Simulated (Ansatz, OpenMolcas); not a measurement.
## CH3BCl: a line through the functionals

The species is CH3BCl (6 atoms), meant as a doublet with charge 0. As SMILES, `C[B]Cl`. Geometry: relaxed at PBE0-D4/def2-TZVP.

The vertical energy of the quartet above the doublet y, in eV, basis aug-cc-pVDZ; a is the functional's share of exact exchange. Programs: Ansatz 0.2.0, OpenMolcas 26.06.

```
functional     program     a  y (eV)
     UTPSS  OpenMolcas     0    5.83
      UPBE      Ansatz     0    5.79
    UB3LYP      Ansatz   0.2    6.12
     UPBE0      Ansatz  0.25       ?
    UBHLYP      Ansatz   0.5    6.39
```

**Question.** Fit y = c + s·a to the known rows and predict UPBE0.

**Answer.** 
1. Means of the 4 rows: a = 0.1750, y = 6.032.
2. Σ(Δa)² = 0.1675, Σ(Δa·Δy) = 0.19625, so the slope is 0.19625/0.1675 = 1.1716.
3. Intercept: 6.032 − (1.1716) × 0.1750 = 5.827. The largest residual of the fit is 0.059.
4. UPBE0: 5.827 + (1.1716) × 0.25 = 6.12 eV.

The run gave 6.04 eV, so the prediction is off by +0.08 eV, about the largest residual.

The doublet lies well below the quartet with every functional, as expected for a main-group radical with one unpaired electron, largely in a boron σ hybrid. Reaching the quartet means unpairing a bonding or chlorine lone-pair electron and promoting it, probably into the formally empty boron p orbital, which is raised by π donation from chlorine. That promotion costs far more than the exchange gained from three parallel spins.

The gap grows with exact exchange from UPBE to UPBE0 and from UB3LYP to UBHLYP, possibly because the promotion shifts charge from chlorine or the σ bonds towards boron. Across families the order breaks: UPBE0, at 6.04 eV, falls below UB3LYP, at 6.12 eV, despite its larger share. No line rising with a can reproduce that pair, so the fitted slope mixes the response to exact exchange with differences in the semilocal parts. The fit is therefore a rough interpolation, and it doesn't show which functional comes closest to the true gap.
